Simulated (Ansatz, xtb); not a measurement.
**Ligand exchange: C2H5I + SiH3(OH) → C2H6O + SiH3I**

Species: C2H5I (iodoethane) `CCI`, singlet; SiH3(OH) (silanol), singlet; C2H6O (ethanol) `CCO`, singlet; SiH3I `[SiH3]I`, singlet. The partners trade I for OH: C–I and Si–OH bonds give way to C–OH and Si–I.

Shapes, held fixed at every level: PBE0-D4/def2-TZVP. Flexible molecules stand in one conformer, not always the lowest. Programs: Ansatz 0.2.0, xtb 6.7.1. The zero-point and thermal change to 298 K, harmonic and unscaled (PBE0-D4/def2-TZVP), is +3.2 kJ/mol.

Task: Estimate ΔH(298 K) of this reaction.

Result: The highest level, CCSD(T)/def2-TZVPP, gives ΔH(298 K) = +52.6 kJ/mol; the levels span -85.6 to +52.6. They disagree on the sign: 8 of 9 are positive. GFN0-xTB strays far from the other rows. The column of differences is taken from that level and isn't an error. No measured value is set beside it here. For atoms past krypton def2 sets carry core potentials with scalar relativity. Correlated rows may include outer-core shells of I, which these sets cover unevenly. Times are processor times on shared x86 and Arm servers, and rough.

```
                level                    kind  ΔH(298 K) (kJ/mol)  less CCSD(T)/def2-TZVPP  CPU time (sum over the molecules)
             GFN0-xTB          semi-empirical               -85.6                   -138.2                             0.13 s
    PBE-D4/def2-TZVPP                     GGA               +38.0                    -14.6                               14 s
 r2SCAN-D4/def2-TZVPP                meta-GGA               +44.4                     -8.2                               26 s
   PBE0-D4/def2-TZVPP           global hybrid               +36.8                    -15.8                               15 s
r2SCAN0-D4/def2-TZVPP           global hybrid               +42.0                    -10.6                               26 s
   wB97M-V/def2-TZVPP  range-separated hybrid               +45.1                     -7.5                               57 s
    B2PLYP/def2-TZVPP           double hybrid               +51.4                     -1.2                               27 s
      CCSD/def2-TZVPP   coupled cluster or CI               +51.0                     -1.6                                  –
   CCSD(T)/def2-TZVPP   coupled cluster or CI               +52.6                      0.0                            4.3 min
```

The exchange is endothermic at every level except GFN0-xTB, so hydroxide prefers silicon and iodide is left to carbon. Silicon is more electropositive than carbon, which gives its bond to oxygen a large ionic contribution, strengthened by donation from the oxygen lone pairs into σ* orbitals on the silyl group. Iodine also binds more strongly to silicon than to carbon, but its lower electronegativity and diffuse orbitals make that gain smaller, and it only partly repays the loss of the Si–O bond.

The negative value from GFN0-xTB contradicts the well-known oxophilicity of silicon, probably because its non-self-consistent treatment of charge describes the polar Si–O bond poorly. Adding exact exchange to PBE or r2SCAN slightly lowers the reaction enthalpy, moving it away from the coupled-cluster result, while the perturbative triples change CCSD only slightly. The sign is therefore well supported, but the small triples contribution does not show that the coupled-cluster value is converged with respect to the basis set.
